Two arrangements of the same ten atoms, six aluminium and four copper, compete for the lower energy. How far can the answer at one level of theory be forecast from the answers at others? The result isomer energy in the table is the energy of the second isomer minus that of the first, so a negative value means that the second is lower. Two levels are left open, one a hybrid functional in a larger basis and the other a perturbation theory.

Electronic energy of the second Al6Cu4 isomer minus that of the first, computed with Ansatz 0.2.0 and tblite 0.8.0 at the level named in each row. Both isomers are neutral singlets at PBE-D4/def2-SVP geometries; the xTB rows use an electronic temperature of 300 K and no spin polarisation term.

| result level | result isomer energy (kJ/mol) |
| --- | --- |
| GFN1-xTB | 7.90 |
| GFN2-xTB | -108.80 |
| HF/STO-3G | 129.90 |
| HF/def2-SVP | -37.50 |
| HF/def2-TZVP | -32.10 |
| PBE-D4/def2-SVP | -10.50 |
| PBE-D4/def2-TZVP | -4.80 |
| r2SCAN-D4/def2-TZVP | -7.80 |
| PBE0-D4/def2-SVP | -22.30 |
| PBE0-D4/def2-TZVP | ? |
| MP2/def2-SVP | ? |

**The two tight-binding rows**

The first two rows disagree even about which isomer wins. GFN1-xTB puts the first slightly lower, while GFN2-xTB puts the second lower by more than 100 kJ/mol. Both methods replace most of the electronic-structure problem by fitted parameters, and small metal clusters are difficult ground for such parameters. An isomer energy is a small remainder of two large binding energies, so modest errors in each bond matter if they differ between the two shapes. Both methods were also run at structures relaxed with PBE-D4/def2-SVP, where they leave large forces on the atoms, so part of the disagreement may come from the geometry. These rows therefore carry no weight in the forecasts.

**The Hartree-Fock rows**

The next three rows keep the method fixed and change only the basis. The minimal STO-3G basis favours the first isomer by 129.9 kJ/mol, whereas def2-SVP favours the second by 37.5. A minimal basis has one function of fixed size for each orbital of the occupied shells, so an atom can't let its orbitals swell or shrink to suit its neighbours, and can polarise them only crudely. The two isomers offer different surroundings, so the resulting error needn't cancel between them. Both solutions in the minimal basis were reported as minima, but such a local test can't rule out that one isomer has a lower electronic state elsewhere.

Once the basis has this freedom, the picture calms down. Going on from def2-SVP to def2-TZVP raises the Hartree-Fock value by only 5.4 kJ/mol. The larger basis still refines the orbitals, but it no longer repairs a gross defect. Such a correction may be similar for methods whose orbitals resemble each other, and the next rows allow a test.

**The density functionals**

PBE-D4 rises by 5.7 kJ/mol on the same step, almost exactly as Hartree-Fock does. The two treat exchange in opposite ways, one with a semilocal approximation and the other exactly, yet the basis correction barely notices. The r2SCAN-D4 row lies 3.0 kJ/mol below PBE-D4 in the larger basis. A difference that small between two semilocal functionals says little about which is better.

The kind of exchange matters more. In def2-SVP, replacing a quarter of the PBE exchange by exact exchange, as PBE0 does, lowers the isomer energy by 11.8 kJ/mol. Hartree-Fock lies lower still, but it also lacks the correlation energy and the D4 dispersion term. The sequence from PBE-D4 through PBE0-D4 to Hartree-Fock is thus not a pure scale of exact exchange.

**Forecast for PBE0-D4/def2-TZVP**

PBE0 mixes the two kinds of exchange whose basis corrections have just been seen to agree. The simplest assumption is that changing the basis and changing the exchange have separate effects that add. Let $\Delta E$ be the isomer energy, and let $\delta$ be its change from def2-SVP to def2-TZVP. Taking $\delta$ as the mean of the Hartree-Fock and PBE-D4 changes gives

$$
\Delta E_{\mathrm{TZVP}} \approx \Delta E_{\mathrm{SVP}}+\delta
=-22.3+\frac{5.4+5.7}{2}=-16.75\ \text{kJ/mol}.
$$

The forecast is therefore about −17 kJ/mol, with an error bar of 3, and the second isomer should stay lower. The bar allows the transferred correction to be wrong by about half its size. That is wider than the gap between the two known corrections, because two agreeing cases are thin evidence for a third.

**Forecast for MP2/def2-SVP**

Here the basis is familiar and the physics is new. MP2 starts from the Hartree-Fock determinant and adds correlation through excitations of electron pairs:

$$
E^{(2)}=-\frac14\sum_{ijab}
\frac{|\langle ij||ab\rangle|^2}
{\varepsilon_a+\varepsilon_b-\varepsilon_i-\varepsilon_j}.
$$

The labels $i,j$ stand for occupied and $a,b$ for empty spin orbitals, $\varepsilon$ for their energies, and the bracket for the antisymmetrised repulsion integral. An isomer with empty orbitals close above the filled ones has small denominators and can gain a great deal. In a metal cluster the gain can be exaggerated, and by different amounts in the two isomers.

The density functionals give only a rough hint of the size. PBE-D4 lies 27.0 kJ/mol above Hartree-Fock in this basis. If MP2 moved the same way but twice as far, the result would be $-37.5+2\times27.0=16.5$ kJ/mol, and the first isomer would win.

A different reading points the other way. Extending the step from PBE-D4 to PBE0-D4 from a quarter to full exact exchange gives $-10.5+4\times(-11.8)=-57.7$ kJ/mol. That is lower than Hartree-Fock, as if correlation and dispersion together favoured the second isomer even more.

The forecast is centred on the PBE-D4 value, taken as a crude stand-in for Hartree-Fock plus correlation: about −10 kJ/mol, with an error bar of 50. This range holds both estimates, so the sign isn't predicted. A value less negative than Hartree-Fock seems more likely than not, because both functionals known in this basis, which include correlation, lie above Hartree-Fock.

The withheld rows as computed:

| result level | result isomer energy (kJ/mol) |
| --- | --- |
| PBE0-D4/def2-TZVP | -16.10 |
| MP2/def2-SVP | -10.90 |

**What the hybrid row shows**

PBE0-D4/def2-TZVP comes out at −16.1 kJ/mol, about 0.7 above the unrounded forecast and well inside the bar. The basis correction carried over from the other two methods was nearly right. This supports treating basis and exchange as separate effects for this pair of isomers, and the hybrid result in the larger basis played no part in the estimate.

A straight line in the share of exact exchange does less well. It was fitted by least squares to the five known Hartree-Fock, PBE-D4 and PBE0-D4 values in the two def2 bases, with one common basis shift. For the hybrid in def2-TZVP it gives −11.9 kJ/mol, which is 4.2 too high. The line must pass between functionals with correlation and Hartree-Fock without it, so it misplaces the hybrid; carrying over the hybrid's own def2-SVP value avoids that error.

**What the perturbation row shows**

MP2/def2-SVP gives −10.9 kJ/mol, within half a unit of the PBE-D4 value used as the centre. Measured against a bar of 50, so close a hit is luck. What the forecast did get right is the direction: correlation at this level raises the isomer energy by 26.6 kJ/mol and removes most of the preference that Hartree-Fock had for the second isomer. The straight line, which gives MP2 no more than its Hartree-Fock starting point, misses by about that amount.

Why did the extension to full exact exchange point the wrong way? One possible reason, not tested here, is that "correlation" means different things in the two families of methods. Semilocal exchange is known to imitate part of the correlation between nearly degenerate configurations. When exact exchange replaces it, that part is lost, and the correlation term of the functional doesn't restore it. MP2 starts from exact exchange and must supply all the correlation itself, so its correction can differ even in sign from the one inferred from the functionals. The extension also assumes that the energy stays linear in the share of exact exchange, and small denominators may have exaggerated the MP2 correction itself.

The agreement between MP2 and PBE-D4 doesn't make either of them right. All rows describe restricted singlets. In Hartree-Fock such a state was found to be unstable towards broken spin symmetry, and the density functionals weren't tested for this. Letting the spins rearrange could lower the two isomers by different amounts. MP2 may suffer most, since it builds on that very determinant. It also correlates only the 31 valence pairs: 66 inner orbitals, copper 3s and 3p among them, are kept frozen, so any difference in core correlation between the isomers is left out.

**Carrying the reasoning further**

The transferable lesson is to ask what a change of level repairs. For this pair, the change between two reasonable basis sets could be carried from one self-consistent method to another; elsewhere that is worth trying only if the electronic state stays the same. It shouldn't be carried to MP2 without a test, because correlation needs functions that describe how electrons avoid each other, and it converges more slowly with the basis. For isomers of an ordinary closed-shell organic molecule with a wide orbital gap, the denominators are large, and perturbation theory is usually on safer ground than in this cluster.

In the def2 bases every level prefers the second isomer, but by amounts from 4.8 to 37.5 kJ/mol. At the lower end, zero-point and thermal terms, which these electronic energies leave out, could matter. The order also concerns this pair alone, since a short search may have passed over a better structure. Aluminium with some copper serves as wiring in electronic devices; there the lesson is only that a cheap method needs checking before it ranks small alloy clusters, and nothing follows for the metal film.
